## Question

A crystal of aluminium is squeezed and stretched equally in all directions, with its atoms kept in the face-centred cubic arrangement. The table lists, for each volume per atom, the energy relative to the standard element and the pressure that the calculation finds. A positive pressure means that the crystal pushes outwards against its compression. A negative one means that it pulls inwards because it is held stretched.

Scalar-relativistic DFT calculations with Ansatz 0.2.0 for fcc Al: r2SCAN, PAW, no spin polarisation, plane-wave cutoff 500 eV, 18×18×18 k mesh for the one-atom cell, Gaussian smearing of 0.1 eV. Energies are extrapolated to zero smearing and given relative to the standard crystal of Al in the same functional; pressure is positive in compression.

```
volume (Å³/atom)  shortest distance (Å)  energy over elements (eV/atom)  pressure (GPa)
          14.898                  2.762                           0.024           6.990
          14.950                  2.765                           0.022           6.560
          15.427                  2.794                           0.008           3.010
          15.904                  2.823                           0.004           0.000
          16.381                  2.851                           0.008          -2.540
          16.760                  2.873                           0.016          -4.260
          16.858                  2.878                           0.019          -4.680
```

A process engineer wants to replace this table by the simplest elastic rule: the metal is a spring of constant stiffness, and pressure is proportional to the change in volume.

(a) Obtain the stiffness of this spring from the rows closest to zero pressure, and use it to estimate the pressure at 14.950 Å³. Compare the result with the table.

(b) Show how the failure of the rule can be recognised from the pressures alone, and decide whether it is scatter or a systematic effect.

(c) The energies at 15.427 and 16.381 Å³ are equal. Does this support the spring?

(d) Explain why the rule fails in the direction it does.

## Model answer

**(a)** A spring resists being shortened and being lengthened equally. Its energy rises by the same amount on either side of the rest position, and its force grows in step with the displacement. For a crystal under uniform strain, the volume plays the part of the length and the pressure that of the force. The rest position is the volume at which the pressure vanishes.

Let $V$ be the volume per atom, $V_0$ its value at zero pressure, and $E$ the energy per atom. The spring picture keeps only the first term by which the energy rises from its minimum:

$$E(V) \approx E(V_0) + \frac{B_0}{2V_0}(V-V_0)^2 .$$

Pressure $p$ is the rate at which energy rises as volume shrinks, $p=-\mathrm{d}E/\mathrm{d}V$, so that

$$p \approx -B_0\,\frac{V-V_0}{V_0}.$$

The constant $B_0$ is the bulk modulus, the stiffness against a uniform change in volume. The two rows next to zero pressure lie 3 % below and 3 % above $V_0$, and the slope between them gives

$$B_0 = 15.904\times\frac{3.010+2.540}{16.381-15.427}\ \text{GPa} = 92.5\ \text{GPa}.$$

The row at 14.950 Å³ played no part in this slope. It is compressed by 6 %, and the rule predicts

$$p = 92.5\times\frac{15.904-14.950}{15.904}\ \text{GPa} = 5.55\ \text{GPa}.$$

The table has 6.56 GPa, so the spring falls short by 15 % of the calculated pressure. At 6 % expansion it predicts a tension of the same size, 5.55 GPa, where the calculation finds only 4.68 GPa. There the rule is too strong by 19 %. The real crystal resists compression more than the spring does, and stretching less.

**(b)** A spring gives opposite pressures at opposite changes in volume, so the two must add up to zero. The test is therefore to add the pressures of a matched pair of rows and take half the sum. This half-sum is 0.235 GPa for the pair at 3 % and 0.94 GPa for the pair at 6 %. The spring fails at both distances, and the failure quadruples when the change in volume doubles.

That factor of four identifies what has been left out. After the term linear in the volume change, the next term in the pressure is quadratic. It has the same sign on both sides, so it survives in the sum while the linear term cancels. Scatter would have no reason to follow this rule.

The stiffness itself can also be followed along the series. Between 6 % and 3 % compression, the change in pressure over the fractional change in volume, referred to the mean volume of that step, gives a bulk modulus of 113 GPa. The corresponding step on the expanded side gives 75 GPa. A single value of 92.5 GPa is thus a good description only close to zero pressure.

**(c)** The equality doesn't support the spring, because the energy column is too coarse to reveal the asymmetry at this distance. Both energies lie 4 meV above the minimum, and the column is printed in steps of 1 meV. The free energies of the same calculations, taken with more digits, differ by about 0.5 meV between the two rows, with the compressed crystal higher. The pressures had already shown the failure plainly at the same two volumes.

Farther out the energies show it as well. At 6 % compression the energy in the table has risen by 18 meV, at 6 % expansion by only 15 meV. In the free energy the gap between the two sides is eight times as large at 6 % as at 3 %. This is what a cubic term in the energy must do, and a cubic term in the energy is the same thing as a quadratic term in the pressure.

**(d)** The volume at zero pressure is a compromise between an outward push and an inward pull. The push comes from the valence electrons in two ways. Confined to less space, they must take up states of higher kinetic energy, because the Pauli principle forbids them to share the low ones. They are also kept out of the space that the ion cores occupy, and this exclusion costs more as the cores fill a larger part of the crystal. The pull is mainly the electrostatic attraction between the electrons and the positive ions.

The two sides of this balance depend differently on distance. In the simplest model of such a metal, the kinetic energy grows as the inverse square of the spacing between atoms, and the cost of keeping the electrons out of the cores as its inverse cube. The electrostatic energy deepens only as the inverse first power. On compression the push therefore gains on the pull ever faster, and the crystal stiffens. On expansion both forces fade, the net pull grows more and more slowly, and the crystal softens.

The spring has no such fading. Its pull grows without limit however far the crystal is stretched, although atoms that are far apart no longer attract each other noticeably. Nor does it know of the steep rise in energy when atoms are pressed together. A symmetric energy curve can copy the bottom of this lopsided well, but it must lie too low on the compressed side and too high on the expanded side.

## Remarks on the reasoning

**What the worked estimate tests.** The two rows at 3 % fix the slope of the straight line, so their difference in pressure agrees with it by construction. Their sum was left free, and it already exposes the failure. The rows at 6 % test both the slope and the symmetry. A candidate who draws the line through the compressed rows alone would find a stiffer spring, match those rows better, and do worse on the expanded side.

**How far the rule can be used.** The error relative to the calculated pressure grows with the volume change itself, because a quadratic term is being compared with a linear one. In every strained row it comes to roughly three times the percentage change in volume. An engineer who can tolerate an error of a few per cent in pressure should therefore keep to volume changes of about one per cent. The sign of the error is known too: the rule understates the pressure needed to compress the metal and overstates the tension needed to stretch it.

**Which energy belongs to the pressure.** In calculations on metals, the occupation of the electron states is smeared slightly around the Fermi level, the energy up to which states are filled. The calculated pressure is the slope of the free energy that includes this smearing, while the energy in the table has been extrapolated back to zero smearing. The correction tilts the energy curve a little. With the extrapolated energies the gap between the two sides is 0.25 meV at 3 % and 3.3 meV at 6 %, a growth of thirteenfold instead of eightfold. The excess comes from the tilt, which adds a nearly linear part to the gap. A candidate who overlooked this could wrongly doubt the cubic term in (c).

**The zero of the energy column.** Aluminium measured against aluminium should ideally give zero at zero pressure, but the table has 0.004 eV per atom there. The origin of this small offset can't be settled from these numbers. It is common to all rows and cancels in the differences used above. It would matter to a reader who took the column as an absolute measure of stability.

**What supports the explanation in (d).** The asymmetry and its growth are read directly from the calculated pressures. The account of push and pull is an argument from the theory of simple metals, and the table doesn't divide the energy into these parts. One result of the same calculations fits the first step of this account, the rise of the kinetic energy on compression. Measured from the mean electrostatic potential, the Fermi level lies at 4.5 eV in the crystal expanded by 6 %, at 4.9 eV at zero pressure and at 5.4 eV in the crystal compressed by 6 %. This is the direction that the argument requires, although the difference also contains effects of exchange, correlation and the ion cores and so doesn't measure the kinetic energy alone. Nor does it show that the push grows faster than the pull, the step on which the asymmetry rests.

**Carrying the result to a warm metal.** The calculation holds the atoms still. In a real crystal they vibrate, and in a lopsided well a stronger vibration shifts the average spacing towards the side where the resistance is weaker. This is why metals of this kind expand on heating, which a perfectly symmetric spring would not do. The expanded metal is then also softer, so the stiffness found in (a) should not be used unchanged for a hot component. Its value also carries whatever error the density functional makes in the stiffness, which this table can't reveal.
